**A power-law rule for the 4d ionisation energies of technetium ions**

The table holds the successive ionisation energies of Tc to Tc6+ from non-relativistic and Dirac-Coulomb Hartree-Fock, averaged over the configuration and taken as differences of self-consistent energies, beside NIST values between ground levels. The program fits IE = A(q + 1)^p to the Dirac values of the five ions that lose a 4d electron, compares it with a linear and a screened hydrogenic form, and adds a first-order Hund shift from Slater integrals of the same calculations. The fit gives A = 5.925 eV and p = 1.386 with errors up to 0.3 % of the Dirac value; the rounded form 5.8 eV × (q + 1)^1.4 errs by up to 0.9 % and the two other forms by just over 2 %. The rule fails when the shell changes, by −9 % and +13 % for the 5s rows and by −29 % for Tc7+. The Hund shift narrows the gap between Dirac and NIST for Tc2+ from 2.47 to 0.65 eV, while the NIST values for Tc3+ to Tc6+ are too uncertain to test it.

Tc atom and ions, B-spline radial atomic code 1: ΔSCF ionisation energies (IE) from non-relativistic Hartree-Fock (point nucleus) and Dirac-Coulomb Hartree-Fock (Fermi nucleus), both averaged over the configuration. The Breit and QED parts are first-order values on the Dirac orbitals and are not included in the IE columns. NIST values run between ground levels.

## Numerical check

```python
# Table: successive ionisation energies (eV) of Tc to Tc6+, B-spline radial code, Delta-SCF,
# non-relativistic and Dirac-Coulomb Hartree-Fock, configuration averages, beside NIST values.
# Tested: 4d rule IE = A(q+1)^p against a linear and a screened hydrogenic form; Hund shift; range.
T = {
    'ion': ['Tc', 'Tc+', 'Tc2+', 'Tc3+', 'Tc4+', 'Tc5+', 'Tc6+'],
    'Z': [43, 43, 43, 43, 43, 43, 43],
    'charge': [0, 1, 2, 3, 4, 5, 6],  # e
    'N': [43, 42, 41, 40, 39, 38, 37],
    'configuration': ['[Kr] 4d5 5s2', '[Kr] 4d5 5s1', '[Kr] 4d5', '[Kr] 4d4', '[Kr] 4d3', '[Kr] 4d2', '[Kr] 4d1'],
    'ion_cfg': ['[Kr] 4d5 5s1', '[Kr] 4d5', '[Kr] 4d4', '[Kr] 4d3', '[Kr] 4d2', '[Kr] 4d1', '[Ar] 3d10 4s2 4p6'],
    'ie_nr': [6.13596, 13.0761, 27.5016, 41.1363, 55.9189, 71.7195, 88.4523],  # eV
    'ie_dirac': [6.40021, 13.5208, 27.0769, 40.5993, 55.2846, 70.9997, 87.6561],  # eV
    'rel': [0.2643, 0.4447, -0.4247, -0.537, -0.6342, -0.7199, -0.7963],  # eV
    'breit': [-0.00358, -0.00592, 0.00815, 0.00869, 0.00854, 0.00786, 0.00678],  # eV
    'qed': [-0.00427, -0.00721, 0.00304, 0.00406, 0.00502, 0.00592, 0.00677],  # eV
    'tab': [7.11938, 15.26, 29.55, 41.0, 57.0, 72.0, 88.0],  # eV
    'tab_kind': ['measured', 'semi-empirical', 'semi-empirical', 'theory', 'theory', 'theory', 'theory'],
    'unc': [3e-05, None, None, 1.7, 1.9, 2.0, 2.0],  # eV
}
import numpy as np
from scipy.constants import physical_constants as pc
Ry = pc['Rydberg constant times hc in eV'][0]; Ha = 2*Ry
ion = T['ion']
q, D, NR, rel, tab, br, qed = (np.array(T[k], float) for k in ('charge', 'ie_dirac', 'ie_nr', 'rel', 'tab', 'breit', 'qed'))
d = np.where(q >= 2)[0]; s = np.where(q < 2)[0]; x = q[d]; y = D[d]   # 4d rows fitted; 5s rows are another shell
f = lambda v, n=2: ' '.join('%.*f' % (n, t) for t in v)
p, lA = np.polyfit(np.log(x+1), np.log(y), 1); A = np.exp(lA)
b1, a1 = np.polyfit(x, y, 1, w=1/y)
r = np.sqrt(y/Ry); b2, a2 = np.polyfit(x, r, 1, w=1/r)
hand = lambda z: 5.8*(z+1)**1.4
M = [A*(x+1)**p, hand(x), a1+b1*x, Ry*(a2+b2*x)**2]
print('Table rounding of IE: 0.00005 eV or better; fits use relative errors, Dirac IE, Tc2+ to Tc6+')
print('power law: A = %.3f eV, p = %.3f; hand form 5.8 eV*(q+1)^1.4' % (A, p))
print('linear: %.2f + %.2f q eV; hydrogenic: sqrt(IE/Ry) = %.3f + %.3f q' % (a1, b1, a2, b2))
print('ion, Dirac IE eV, model - Dirac in eV (%): power | hand | linear | hydrogenic')
for j, i in enumerate(d):
    print('%-5s %6.2f ' % (ion[i], y[j]) + ' | '.join('%+.2f (%+.1f)' % (m[j]-y[j], 100*(m[j]/y[j]-1)) for m in M))
for nm, m in zip(('power', 'hand', 'linear', 'hydrogenic'), M):
    e = np.abs(m/y-1); print('worst %s: %.1f %% at %s; largest miss %.2f eV' % (nm, 100*e.max(), ion[d[e.argmax()]], np.abs(m-y).max()))
st = np.diff(y); d2 = np.diff(st)
print('4d steps eV:', f(st), '; second differences eV:', f(d2))
print('second difference of linear form 0, of hydrogenic form %.2f eV' % (2*Ry*b2**2))
print('local exponents:', f(np.diff(np.log(y))/np.diff(np.log(x+1)), 3))
ph, lh = np.polyfit(np.log(x[:3]+1), np.log(y[:3]), 1); pr = np.exp(lh)*(x[3:]+1)**ph
print('fit to Tc2+..Tc4+ only: p = %.3f; error Tc5+, Tc6+ eV:' % ph, f(pr-y[3:]), '; %:', f(100*(pr/y[3:]-1), 1))
pn, ln = np.polyfit(np.log(x+1), np.log(NR[d]), 1)
print('same law on non-relativistic IE: A = %.3f eV, p = %.3f' % (np.exp(ln), pn))
# further outputs of the Dirac runs for Tc2+ and Tc6+: 4d Slater integrals (eV), <1/r> (1/bohr), levels
w = np.array([6, 24, 15])/45   # pairs 3/2-3/2, 3/2-5/2, 5/2-5/2
F0 = np.array([w@[15.44892, 15.37401, 15.30028], w@[18.52492, 18.46898, 18.4137]])
F2 = np.array([w@[7.755244, 7.717635, 7.681606], w@[9.639056, 9.612063, 9.586152]])
F4 = np.array([(5.031437+5.009126)/2, (6.421032+6.406884)/2])
ir = np.array([.4*0.824213+.6*0.8154191, .4*0.9815307+.6*0.9746143])
U = F0-2/63*(F2+F4); IE7 = 151.1564; so = 0.6*(3.24887-3.233262)*Ha
print('Tc2+, Tc6+: F0', f(F0), 'F2', f(F2), 'F4', f(F4), 'frozen U', f(U), 'eV')
print('step centred on Tc6+ %.2f eV = %.3f of its frozen U' % (st[-1], st[-1]/U[1]))
print('4d <1/r> Tc2+, Tc6+:', f(ir, 3), '1/bohr; exponent in q+1 = %.2f; p-1 = %.2f' % (np.log(ir[1]/ir[0])/np.log(7/3), p-1))
for nm, z, v in [(ion[i]+' (5s)', q[i], D[i]) for i in s]+[('Tc7+ (4p)', 7, IE7)]:
    print('outside fit %s: hand %.2f, Dirac %.2f, miss %+.2f eV (%+.1f %%)' % (nm, hand(z), v, hand(z)-v, 100*(hand(z)/v-1)))
print('5s ratio IE2/IE1: Dirac %.2f, non-rel. %.2f, NIST %.2f' % tuple(v[1]/v[0] for v in (D, NR, tab)))
print('step Tc6+ to Tc7+ %.1f eV; hand rule step %.1f eV' % (IE7-y[-1], hand(7)-hand(6)))
print('relativistic shift, % of non-rel. IE, Tc..Tc6+:', f(100*rel/NR))
print('largest |Breit| %.4f, |QED| %.4f, |sum| %.4f eV' % (abs(br).max(), abs(qed).max(), abs(br+qed).max()))
term = {5: (35, 315), 4: (21, 189), 3: (15, 72), 2: (8, 9), 1: (0, 0), 0: (0, 0)}  # 6S 5D 4F 3F 2D
def hund(z):   # ground term less configuration average, first order, integrals linear in q
    n = 7-int(z); pairs = n*(n-1)/2; c2, c4 = term[n]
    g2, g4 = (np.interp(z, [2, 6], F) for F in (F2, F4))
    return -(c2-pairs*14/9)*g2/49-(c4-pairs*14)*g4/441
print('Hund term below average eV, d5 d4 d3 d2:', f([hund(z) for z in (2, 3, 4, 5)]))
print('ion, (q+1)^1.4, hand, Hund shift, sum, NIST, sum-NIST, Dirac-NIST, Dirac+Hund-NIST, stated unc. (eV)')
for i in d:
    h = hund(q[i]+1)-hund(q[i]); u = T['unc'][i]; e = hand(q[i])
    print('%-5s %6.3f %6.2f %+.2f %6.2f %6.2f %+.2f %+.2f %+.2f %s' % (ion[i], (q[i]+1)**1.4, e, h, e+h, tab[i],
          e+h-tab[i], D[i]-tab[i], D[i]+h-tab[i], 'not given' if u is None else '%.1f' % u))
print('Tc6+: 4d3/2 level lies %.2f eV below the 4d average (not in the rule)' % so)
print('5s rows Tc, Tc+: Dirac-NIST', f((D-tab)[s]), 'eV; %', f(100*(D/tab-1)[s], 1), '; non-rel.-NIST', f((NR-tab)[s]), 'eV')
assert 1 < p < 2 and np.all(d2 > 0) and np.all(d2 < 2*Ry*b2**2)
assert np.all(rel[s] > 0) and np.all(rel[d] < 0)
assert max(abs(br).max(), abs(qed).max()) < 0.01
assert st[-1] < U[1] and IE7 > 1.3*hand(7)
```

Output:

```
Table rounding of IE: 0.00005 eV or better; fits use relative errors, Dirac IE, Tc2+ to Tc6+
power law: A = 5.925 eV, p = 1.386; hand form 5.8 eV*(q+1)^1.4
linear: -2.79 + 14.74 q eV; hydrogenic: sqrt(IE/Ry) = 0.854 + 0.285 q
ion, Dirac IE eV, model - Dirac in eV (%): power | hand | linear | hydrogenic
Tc2+   27.08 +0.09 (+0.3) | -0.07 (-0.3) | -0.38 (-1.4) | +0.54 (+2.0)
Tc3+   40.60 -0.13 (-0.3) | -0.21 (-0.5) | +0.84 (+2.1) | -0.81 (-2.0)
Tc4+   55.28 -0.15 (-0.3) | -0.08 (-0.1) | +0.89 (+1.6) | -1.10 (-2.0)
Tc5+   71.00 -0.01 (-0.0) | +0.26 (+0.4) | -0.08 (-0.1) | -0.20 (-0.3)
Tc6+   87.66 +0.24 (+0.3) | +0.77 (+0.9) | -2.00 (-2.3) | +1.97 (+2.2)
worst power: 0.3 % at Tc2+; largest miss 0.24 eV
worst hand: 0.9 % at Tc6+; largest miss 0.77 eV
worst linear: 2.3 % at Tc6+; largest miss 2.00 eV
worst hydrogenic: 2.2 % at Tc6+; largest miss 1.97 eV
4d steps eV: 13.52 14.69 15.72 16.66 ; second differences eV: 1.16 1.03 0.94
second difference of linear form 0, of hydrogenic form 2.22 eV
local exponents: 1.408 1.384 1.372 1.367
fit to Tc2+..Tc4+ only: p = 1.398; error Tc5+, Tc6+ eV: 0.42 0.93 ; %: 0.6 1.1
same law on non-relativistic IE: A = 6.068 eV, p = 1.378
Tc2+, Tc6+: F0 15.36 18.46 F2 7.71 9.61 F4 5.02 6.41 frozen U 14.96 17.95 eV
step centred on Tc6+ 16.66 eV = 0.928 of its frozen U
4d <1/r> Tc2+, Tc6+: 0.819 0.977 1/bohr; exponent in q+1 = 0.21; p-1 = 0.39
outside fit Tc (5s): hand 5.80, Dirac 6.40, miss -0.60 eV (-9.4 %)
outside fit Tc+ (5s): hand 15.31, Dirac 13.52, miss +1.79 eV (+13.2 %)
outside fit Tc7+ (4p): hand 106.60, Dirac 151.16, miss -44.56 eV (-29.5 %)
5s ratio IE2/IE1: Dirac 2.11, non-rel. 2.13, NIST 2.14
step Tc6+ to Tc7+ 63.5 eV; hand rule step 18.2 eV
relativistic shift, % of non-rel. IE, Tc..Tc6+: 4.31 3.40 -1.54 -1.31 -1.13 -1.00 -0.90
largest |Breit| 0.0087, |QED| 0.0072, |sum| 0.0138 eV
Hund term below average eV, d5 d4 d3 d2: -5.05 -3.23 -2.21 -1.13
ion, (q+1)^1.4, hand, Hund shift, sum, NIST, sum-NIST, Dirac-NIST, Dirac+Hund-NIST, stated unc. (eV)
Tc2+   4.656  27.00 +1.82  28.83  29.55 -0.72 -2.47 -0.65 not given
Tc3+   6.964  40.39 +1.01  41.41  41.00 +0.41 -0.40 +0.61 1.7
Tc4+   9.518  55.21 +1.08  56.29  57.00 -0.71 -1.72 -0.63 1.9
Tc5+  12.286  71.26 +1.13  72.39  72.00 +0.39 -1.00 +0.13 2.0
Tc6+  15.245  88.42 +0.00  88.42  88.00 +0.42 -0.34 -0.34 2.0
Tc6+: 4d3/2 level lies 0.25 eV below the 4d average (not in the rule)
5s rows Tc, Tc+: Dirac-NIST -0.72 -1.74 eV; % -10.1 -11.4 ; non-rel.-NIST -0.98 -2.18 eV
```
